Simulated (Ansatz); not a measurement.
**Loss of H2: Si3H8O2 → Si3H6O2 + H2**

Species: Si3H8O2 `[SiH3]O[SiH2]O[SiH3]`, singlet; Si3H6O2 `[SiH3]O[Si]O[SiH3]`, singlet; H2 (hydrogen), singlet. 

Shapes, held fixed at every level: PBE0-D4/def2-TZVP. Flexible molecules stand in one conformer, not always the lowest. Programs: Ansatz 0.2.0. The zero-point and thermal change to 298 K, harmonic and unscaled (PBE0-D4/def2-TZVP), is -13.4 kJ/mol.

```csv
level,kind,ΔH(298 K) (kJ/mol),less CCSD(T)/CBS estimate
HF/def2-SVP,Hartree–Fock,+174.4,+22.7
B3LYP-D4/def2-TZVPP,global hybrid,+142.2,-9.5
wB97X-V/def2-TZVPP,range-separated hybrid,+160.5,+8.8
B2PLYP/def2-TZVPP,double hybrid,+144.9,-6.8
MP2/def2-SVP,perturbation theory,+154.5,+2.8
MP2/def2-TZVPP,perturbation theory,+156.2,+4.5
CCSD/def2-TZVPP,coupled cluster or CI,+153.6,+1.9
CCSD(T)/CBS estimate,coupled cluster or CI,+151.7,0.0
```

The highest level, CCSD(T)/CBS estimate, gives ΔH(298 K) = +151.7 kJ/mol; the levels span +142.2 to +174.4. The column of differences is taken from that level and isn't an error. No measured value is set beside it here. The CBS estimate extrapolates MP2 from def2-TZVPP and def2-QZVPP and adds CCSD(T) − MP2 in the triple-zeta set, cores frozen; for H2 it overshoots the exact energy by about 1 mEh.

Removing H2 from the central silicon of trisiloxane is strongly endothermic, at +151.7 kJ/mol in the best estimate. Two Si–H bonds are exchanged for the strong H–H bond and a divalent silicon centre, whose lone pair has much 3s character. Donation from the oxygen lone pairs into the formally empty silicon 3p orbital softens the cost, as is usual for oxygen-substituted silylenes, but doesn't make up for the lost bonding.

Electron correlation favours the products: in the same small basis, MP2 brings the Hartree–Fock value down from +174.4 to +154.5 kJ/mol. Part of this probably comes from correlation of the silylene lone pair, which has a low-lying empty orbital close by. Enlarging the basis moves MP2 only slightly, and upwards, so the Hartree–Fock excess is mainly missing correlation. The density functionals fall on both sides of the best estimate and show no common bias. Release of a gas molecule favours dissociation entropically at high temperature, but the reaction enthalpy alone fixes neither the equilibrium temperature nor the barrier.
